**Two-pole rule for the scattering phases of a gallium pseudopotential**

The table holds the s, p and d phases $\arctan(ru'/u)$ of the all-electron Ga atom at 2.611 bohr, and the errors of an ultrasoft pseudopotential, at 17 energies (ld1.x, BLYP, scalar-relativistic). The program fits $u/(ru')$ with two poles and a constant, with widths either fixed at the flat-well value $2/r^2$ or free, and estimates the phase error as slope times an energy displacement that is quadratic about the construction energies. The free form reproduces the phases with root-mean-square residuals of 0.006 (s), 0.003 (p) and 0.036 rad (d), while a single flat well can't place the s steps. The error estimate is 0.65 to 2.10 times the tabulated s error, and it fails for d below the 3d step and above about 2 Ry, where the pseudo curve has an extra step near 3.46 Ry. Two rows, both part of the fits, are worked term by term.

Calculated values. Ga phases at 2.611 bohr (ld1.x 7.5, BLYP, scalar-relativistic) for an ultrasoft pseudopotential with [Ar] 3d10 core, 4s1.5 4p1.5 valence and the d channel as local potential. Radii and construction energies are 1.85 bohr, -0.697 and 3.8 Ry for s; 2.2 bohr, -0.2128 and 1.9 Ry for p; 2.4 bohr, 0.05 Ry for d. Errors are pseudo minus all-electron, multiples of π matched at each first energy.

## Script

```python
# Table: phase arctan(r u'/u) at r = 2.611 bohr, all-electron and error (pseudo - AE), Ga, ld1.x, BLYP, scalar-rel., ultrasoft.
# Tested: two-pole rule F=u/(r u')=sum g/(En-E)+C for the phase; error = |slope|*dE, dE quadratic about construction energies.
T = {
    'energy': [-3.0, -2.52, -2.04, -1.56, -1.08, -0.6, -0.12, 0.36, 0.84, 1.32, 1.8, 2.28, 2.76, 3.24, 3.72, 4.2, 4.68],  # Ry
    'phase_s_all_electron': [1.2937, 1.2473, 1.1672, 0.989, 0.3426, -1.0194, -1.4223, -1.5646, -1.6472, -1.7139, -1.7842, -1.8779, -2.0384, -2.4107, -3.3437, -4.0942, -4.3692],  # rad
    'phase_s_error': [0.0062, 0.0076, 0.0096, 0.0128, 0.0138, 0.0007, 0.0068, 0.0117, 0.0163, 0.0214, 0.0277, 0.035, 0.0433, 0.0436, 0.0025, 0.0199, 0.0439],  # rad
    'phase_p_all_electron': [1.3232, 1.2936, 1.2507, 1.1816, 1.0496, 0.705, -0.3775, -1.1817, -1.4293, -1.5434, -1.6167, -1.677, -1.7388, -1.817, -1.9411, -2.2048, -2.9595],  # rad
    'phase_p_error': [-0.0002, -0.0002, -0.0003, -0.0002, -0.0002, -0.0002, 0.0, -0.0001, -0.0002, -0.0002, 0.0, 0.0002, 0.0009, 0.0027, 0.0079, 0.0289, 0.1128],  # rad
    'phase_d_all_electron': [1.3528, 1.3315, 1.2968, 1.0424, -1.8358, -1.9115, -2.0069, -2.1844, -2.6305, -3.6346, -4.2648, -4.499, -4.6142, -4.6867, -4.7418, -4.7914, -4.844],  # rad
    'phase_d_error': [-3.1313, -3.1254, -3.11, -2.8805, -0.0365, -0.0113, -0.0013, -0.0095, -0.2502, -0.6721, -0.4592, -0.4341, -0.5706, -1.0806, -2.1123, -2.5805, -2.7233],  # rad
}
import numpy as np
from scipy.optimize import least_squares as lsq
E = np.array(T['energy']); r = 2.611; g0 = 2/r**2; C0 = 0.1   # r from the settings; flat-well values
ae = {l: np.array(T['phase_%s_all_electron' % l]) for l in 'spd'}
er = {l: np.array(T['phase_%s_error' % l]) for l in 'spd'}
def F(x, P, G, C): return C + sum(g/(p-x) for p, g in zip(P, G))
def ph(x, P, G, C): return np.pi/2 - np.arctan(F(x, P, G, C)) - np.pi*sum((x > p)*1.0 for p in P)
def sl(x, P, G, C): return -sum(g/(p-x)**2 for p, g in zip(P, G))/(1+F(x, P, G, C)**2)
def brk(y, t):
    i = np.where(y > t)[0][-1]
    return (E[i]+1e-3, E[i+1]-1e-3) if i+1 < len(E) else (E[i]+1e-3, E[i]+2)
def st(d): return 'rms %.4f worst %+.4f rad at %.2f Ry' % (np.sqrt(np.mean(d**2)), d[np.argmax(abs(d))], E[np.argmax(abs(d))])
def fit(y, t, free, m=slice(None)):
    b = [brk(y, t), brk(y, t-np.pi)]; lo = [b[0][0], b[1][0]]; hi = [b[0][1], b[1][1]]; best = None
    for w in (0.1, 0.5, 0.9):
        x0 = [lo[0]+w*(hi[0]-lo[0]), lo[1]+w*(hi[1]-lo[1])]
        if free: s = lsq(lambda q: (ph(E, q[:2], q[2:4], q[4])+t-y)[m], x0+[.1, g0, C0], bounds=(lo+[1e-4, 1e-4, -1], hi+[3, 3, 1]))
        else: s = lsq(lambda q: ph(E, q, [g0, g0], C0)+t-y, x0, bounds=(lo, hi))
        if best is None or s.cost < best.cost: best = s
    return best.x
print('rounding floor 0.00005 rad; 2/r^2 = %.3f Ry; residual = model - table' % g0)
Pw = lambda V: V+((np.arange(1, 400)-.5)*np.pi/r)**2
s = min((lsq(lambda q: ph(E, Pw(q[0]), [g0]*399, 0)-ae['s'], [v]) for v in (-1.4, -1, -.6, 0)), key=lambda z: z.cost)
print('flat well s: V0 %.2f Ry, pole spacing %.2f Ry, %s' % (s.x[0], 2*(np.pi/r)**2, st(s.fun)))
A, B, RA, RB = {}, {}, {}, {}
for l in 'spd':
    a = fit(ae[l], 0, False); q = fit(ae[l], 0, True)
    B[l] = (np.round(q[:2], 2), np.round(q[2:4], 3), round(q[4], 3))
    RA[l] = ph(E, a, [g0, g0], C0)-ae[l]; RB[l] = ph(E, *B[l])-ae[l]
    print('A %s: poles %.2f %.2f Ry, %s' % (l, a[0], a[1], st(RA[l])))
    print('B %s rounded: poles %.2f %.2f g %.3f %.3f Ry C %.3f, g/g0 %.2f %.2f, %s' % (l, *B[l][0], *B[l][1], B[l][2], *(B[l][1]/g0), st(RB[l])))
    print('   unrounded B: %s; pole spacing %.2f Ry' % (st(ph(E, q[:2], q[2:4], q[4])-ae[l]), q[1]-q[0]))
ps = ae['d']+er['d']; q = fit(ps, -np.pi, True)
print('pseudo d: poles %.2f %.2f g %.3f %.3f C %.3f, %s' % (*q, st(ph(E, q[:2], q[2:4], q[4])-np.pi-ps)))
print('   first pole minus AE broad pole %+.2f Ry; phase drop 2.76->4.20: pseudo %.3f AE %.3f rad' % (q[0]-B['d'][0][1], ps[12]-ps[15], ae['d'][12]-ae['d'][15]))
S = {l: abs(sl(E, *B[l])) for l in 'spd'}; dE = {l: er[l]/S[l] for l in 'spd'}
x2, y2, z2 = (E+0.697)**2, (E-3.8)**2, (E-0.05)**2      # construction energies from the settings
hs = lambda k: 1/(1/(k[0]*x2)+1/(k[1]*y2))
k = np.round(np.exp(lsq(lambda u: np.log(hs(np.exp(u))/dE['s']), [-3., -2.]).x), 3)
m = (E > -0.7) & (E < 0.4); c = -round(np.exp(np.mean(np.log(-dE['d'][m]/z2[m]))), 3)
es, ed = S['s']*hs(k), S['d']*c*z2; rs = es/er['s']; h = E > 2.5
print('error rule: s a %.3f b %.3f 1/Ry, est/table %.2f to %.2f; d c %.3f 1/Ry (rows -0.6..0.36)' % (*k, rs.min(), rs.max(), c))
print('p: exponent of dE vs (E-1.9), E>=2.76: %.2f; max |err| below 2.5 Ry %.4f rad' % (np.polyfit(np.log(E[h]-1.9), np.log(dE['p'][h]), 1)[0], abs(er['p'][~h]).max()))
print('E | resA s p | resB s p d | s: slope dE est ratio | p dE | d: slope est ratio  (Ry, rad)')
for i, e in enumerate(E):
    print('%5.2f|%+.3f %+.3f|%+.4f %+.4f %+.4f|%.2f %.3f %.4f %.2f|%+.4f|%.2f %+.4f %.2f' % (e, RA['s'][i], RA['p'][i], RB['s'][i],
          RB['p'][i], RB['d'][i], S['s'][i], dE['s'][i], es[i], rs[i], dE['p'][i], S['d'][i], ed[i], ed[i]/er['d'][i]))
for l, i, d in (('s', 10, hs(k)), ('d', 7, c*z2)):
    P, G, C = B[l]; e = E[i]; f = F(e, P, G, C)
    print('worked %s E %.2f: terms %+.4f %+.4f %+.3f F %.4f atan %.4f phase %.4f table %.4f' % (l, e, *(G/(P-e)), C, f, np.arctan(f), ph(e, P, G, C), ae[l][i]))
    print("   F' %.4f 1+F^2 %.4f slope %.4f dE %.4f est err %.4f table %.4f" % (sum(G/(P-e)**2), 1+f*f, S[l][i], d[i], S[l][i]*d[i], er[l][i]))
print('   s at 1.80: a x^2 %.3f, b y^2 %.3f Ry; d at 0.36: (E-E0)^2 %.4f' % (k[0]*x2[10], k[1]*y2[10], z2[7]))
assert all(np.all(np.diff(ae[l]) < 0) for l in 'spd')
assert abs(er['d'][0]+np.pi) < 0.05 and B['d'][1][0] < 0.3*g0
assert np.all(er['s'] > 0) and set(np.argsort(er['s'])[:2]) == {5, 14}
assert np.all((B['s'][1] > 0.5*g0) & (B['s'][1] < 2*g0))
```

Running it gives:

```
rounding floor 0.00005 rad; 2/r^2 = 0.293 Ry; residual = model - table
flat well s: V0 -0.55 Ry, pole spacing 2.90 Ry, rms 0.8515 worst +1.8603 rad at -0.60 Ry
A s: poles -0.97 3.65 Ry, rms 0.0811 worst +0.1970 rad at 3.24 Ry
B s rounded: poles -0.97 3.63 g 0.292 0.425 Ry C 0.086, g/g0 1.00 1.45, rms 0.0060 worst +0.0116 rad at 4.68 Ry
   unrounded B: rms 0.0056 worst +0.0119 rad at 4.68 Ry; pole spacing 4.60 Ry
A p: poles -0.24 4.73 Ry, rms 0.0490 worst +0.0999 rad at -0.60 Ry
B p rounded: poles -0.25 4.76 g 0.353 0.416 Ry C 0.075, g/g0 1.20 1.42, rms 0.0034 worst +0.0078 rad at 4.68 Ry
   unrounded B: rms 0.0025 worst -0.0046 rad at 4.20 Ry; pole spacing 5.01 Ry
A d: poles -1.42 1.04 Ry, rms 0.3174 worst +0.8193 rad at -1.08 Ry
B d rounded: poles -1.52 1.11 g 0.012 0.406 Ry C 0.156, g/g0 0.04 1.38, rms 0.0357 worst +0.0913 rad at 4.68 Ry
   unrounded B: rms 0.0354 worst +0.0915 rad at 4.68 Ry; pole spacing 2.63 Ry
pseudo d: poles 0.92 3.46 g 0.278 0.395 C 0.088, rms 0.0061 worst +0.0140 rad at 4.68 Ry
   first pole minus AE broad pole -0.19 Ry; phase drop 2.76->4.20: pseudo 2.187 AE 0.177 rad
error rule: s a 0.034 b 0.148 1/Ry, est/table 0.65 to 2.10; d c -0.201 1/Ry (rows -0.6..0.36)
p: exponent of dE vs (E-1.9), E>=2.76: 1.70; max |err| below 2.5 Ry 0.0003 rad
E | resA s p | resB s p d | s: slope dE est ratio | p dE | d: slope est ratio  (Ry, rad)
-3.00|-0.004 +0.008|-0.0088 -0.0039 -0.0391|0.07 0.084 0.0130 2.10|-0.0040|0.03 -0.0516 0.02
-2.52|-0.002 +0.014|-0.0074 -0.0029 -0.0336|0.12 0.064 0.0132 1.73|-0.0028|0.04 -0.0527 0.02
-2.04|+0.001 +0.023|-0.0057 -0.0017 -0.0248|0.23 0.043 0.0137 1.42|-0.0028|0.08 -0.0684 0.02
-1.56|+0.001 +0.036|-0.0035 -0.0001 -0.0179|0.59 0.022 0.0149 1.17|-0.0011|5.52 -2.8745 1.00
-1.08|-0.010 +0.059|-0.0030 +0.0020 -0.0394|2.68 0.005 0.0133 0.97|-0.0005|0.13 -0.0343 0.94
-0.60|+0.002 +0.100|-0.0090 +0.0060 -0.0228|1.58 0.000 0.0005 0.72|-0.0002|0.13 -0.0114 1.00
-0.12|+0.016 -0.023|-0.0053 +0.0045 -0.0094|0.43 0.016 0.0048 0.70|+0.0000|0.22 -0.0013 1.00
 0.36|+0.025 -0.075|-0.0026 -0.0007 +0.0090|0.20 0.057 0.0076 0.65|-0.0001|0.49 -0.0095 1.00
 0.84|+0.034 -0.045|-0.0004 +0.0003 +0.0325|0.14 0.114 0.0108 0.66|-0.0006|1.49 -0.1870 0.75
 1.32|+0.045 -0.025|+0.0016 +0.0015 -0.0185|0.13 0.161 0.0159 0.74|-0.0011|2.21 -0.7152 1.06
 1.80|+0.062 -0.010|+0.0037 +0.0026 -0.0364|0.16 0.176 0.0246 0.89|+0.0000|0.72 -0.4416 0.96
 2.28|+0.087 +0.003|+0.0056 +0.0034 -0.0216|0.24 0.147 0.0381 1.09|+0.0016|0.29 -0.2865 0.66
 2.76|+0.129 +0.018|+0.0070 +0.0038 -0.0056|0.47 0.093 0.0537 1.24|+0.0065|0.15 -0.2192 0.38
 3.24|+0.197 +0.036|+0.0040 +0.0035 +0.0114|1.26 0.035 0.0539 1.24|+0.0137|0.09 -0.1839 0.17
 3.72|-0.040 +0.063|-0.0076 +0.0019 +0.0313|2.27 0.001 0.0022 0.86|+0.0223|0.06 -0.1625 0.08
 4.20|-0.164 +0.099|+0.0033 -0.0021 +0.0565|0.87 0.023 0.0201 1.01|+0.0332|0.04 -0.1484 0.06
 4.68|-0.111 -0.030|+0.0116 +0.0078 +0.0913|0.35 0.127 0.0356 0.81|+0.0487|0.03 -0.1384 0.05
worked s E 1.80: terms -0.1054 +0.2322 +0.086 F 0.2128 atan 0.2097 phase -1.7805 table -1.7842
   F' 0.1650 1+F^2 1.0453 slope 0.1578 dE 0.1561 est err 0.0246 table 0.0277
worked d E 0.36: terms -0.0064 +0.5413 +0.156 F 0.6910 atan 0.6046 phase -2.1754 table -2.1844
   F' 0.7252 1+F^2 1.4774 slope 0.4908 dE -0.0193 est err -0.0095 table -0.0095
   s at 1.80: a x^2 0.212, b y^2 0.592 Ry; d at 0.36: (E-E0)^2 0.0961
```
